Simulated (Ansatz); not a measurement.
Breaking a bond in PHF2 (difluorophosphine)

PHF2: 4 atoms, total charge 0, spin state singlet. SMILES: `FPF`. The coordinates come from a GFN2-xTB relaxation.

```xyz
4

F     1.2007    0.6039   -0.2440
P    -0.0208   -0.4330   -0.4600
F    -1.1772    0.6655   -0.1956
H    -0.0027   -0.8363    0.8997
```

The F1–P2 distance is scanned; the parts on either side stay rigid. Basis STO-3G, 7 core orbitals frozen in the correlated methods; program Ansatz 0.2.0. FCI is exact within this basis and core. Energies in eV from each method's value at 1.617 Å; methods without a U are spin-restricted. The shape above is that at 1.617 Å.

```json
{"distance (Å)": "1.617", "r2SCAN": "0.00", "B3LYP": "0.00", "CAM-B3LYP": "0.00", "B2PLYP": "0.00", "CCSD(T)": "0.00"}
{"distance (Å)": "2.021", "r2SCAN": "0.97", "B3LYP": "1.03", "CAM-B3LYP": "1.25", "B2PLYP": "1.18", "CCSD(T)": "0.88"}
{"distance (Å)": "2.425", "r2SCAN": "2.96", "B3LYP": "3.14", "CAM-B3LYP": "3.60", "B2PLYP": "3.24", "CCSD(T)": "2.15"}
{"distance (Å)": "3.233", "r2SCAN": "5.22", "B3LYP": "5.63", "CAM-B3LYP": "6.47", "B2PLYP": "4.57", "CCSD(T)": "2.63"}
{"distance (Å)": "4.042", "r2SCAN": "5.74", "B3LYP": "6.27", "CAM-B3LYP": "7.33", "B2PLYP": "3.52", "CCSD(T)": "2.57"}
```

Question: Estimate the FCI curve, and say how far off each method is.

Answer: 
```tsv
distance (Å)	FCI
1.617	0.00
2.021	0.88
2.425	2.16
3.233	2.75
4.042	2.77
```

Departure from the FCI curve at its largest: r2SCAN +2.98 eV at 4.04 Å; B3LYP +3.50 eV at 4.04 Å; CAM-B3LYP +4.56 eV at 4.04 Å; B2PLYP +1.82 eV at 3.23 Å; CCSD(T) -0.20 eV at 4.04 Å. The curve of B2PLYP turns over, which the reference doesn't. Restricted functionals keep the electrons paired too, and rise too high.

Beyond 3.233 Å the FCI curve is almost flat, as expected once the P–F σ pair has separated into two singlet-coupled radicals, F and PHF. There σ and σ* become nearly degenerate, and a single closed-shell determinant retains ionic terms that should vanish. Among r2SCAN, B3LYP and CAM-B3LYP, the energy at every stretched distance rises in that order, probably because more exact exchange at long range removes the semilocal exchange that partly mimics static correlation. In B2PLYP the perturbative term grows too negative as the orbital gap closes, which pulls the curve back down. CCSD(T) also turns over, though only slightly, from 2.63 to 2.57 eV, so its small error doesn't mean that it describes the separated limit correctly. The FCI plateau of 2.77 eV is itself far too low for a P–F bond, which is known to be strong; the likely cause is the minimal basis, which lacks polarisation functions on phosphorus and flexibility on fluorine. The curves therefore rank the treatments of bond breaking, not their accuracy for the real bond energy.
